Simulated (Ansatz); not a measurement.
All numbers below come from DFT PBE, scalar-relativistic, plane waves, PAW (Ansatz 0.2.0). Settings: cutoff 420 eV, Γ-centred meshes spaced at most about 0.3 Å⁻¹, and about 0.25 Å⁻¹ or finer for metals (2π included), Gaussian smearing. No spin polarisation in the final relaxations.

All energies are static (0 K, no zero-point motion).

Compare these two cells of Al₅Ni, each relaxed at this level.

A.

```
Al Ni
1.0
     2.83519    0.00000    0.00000
    -1.41760    2.45535    0.00000
     0.00000    0.00000   13.13094
Al Ni
5 1
Direct
  0.33333 0.66667 0.68072
  0.33333 0.66667 0.31928
  0.66667 0.33333 0.85867
  0.66667 0.33333 0.14133
  0.66667 0.33333 0.50000
  0.33333 0.66667 0.00000
```

B.

```
Al Ni
1.0
     2.16398   -7.73709    0.00000
     2.16398    7.73709    0.00000
     0.00000    0.00000    2.78046
Al Ni
5 1
Direct
  0.50000 0.50000 0.50000
  0.30358 0.69642 0.00000
  0.13146 0.86854 0.50000
  0.86854 0.13146 0.50000
  0.69642 0.30358 0.00000
  0.00000 0.00000 0.00000
```

Question: Which form is favoured at zero pressure, and by what margin per atom?

Answer: B is lower, by 39 meV/atom. A has Al and Ni ordered on hcp sites, space group P-6m2 (No. 187), 15.2 Å³/atom and no gap on its mesh; B has space group Cmmm (No. 65), 15.5 Å³/atom and no gap. Counting all near atoms (those within 1.25 times the shortest distance at each site; a plus sign parts nearer from farther groups; a slash parts the counts of unlike sites), A has Al 12/3+9, Ni 6+6 and B has Al 10/10+2/2+10, Ni 10. Both come from invented guesses.

Trial moments died out on the coarse mesh in P-6m2 and Cmmm; another magnetic start might hold. Cells relaxed within their symmetry can be saddle points.

B is the lower of the two metallic forms by 39 meV/atom, although A is denser, so packing efficiency alone cannot explain the order. The clearer difference is how Ni is distributed. In A, Ni fills whole close-packed layers, and half of each atom's near neighbours are other Ni atoms. In B, Ni forms chains along the short axis and is otherwise surrounded by Al, giving it more Al contacts despite fewer near atoms in total. Al–Ni attraction is strong because Ni d states hybridise with Al s and p states, so the preference for B probably reflects the replacement of Ni–Ni contacts by Al–Ni ones. Differences in the Al framework may also contribute. The smaller volume of A means that compression should initially reduce B's advantage.

The ordering does not establish B as a ground state: the most Al-rich equilibrium compound known in this system is Al₃Ni, so either form could still lower its energy by separating into that phase and fcc Al.
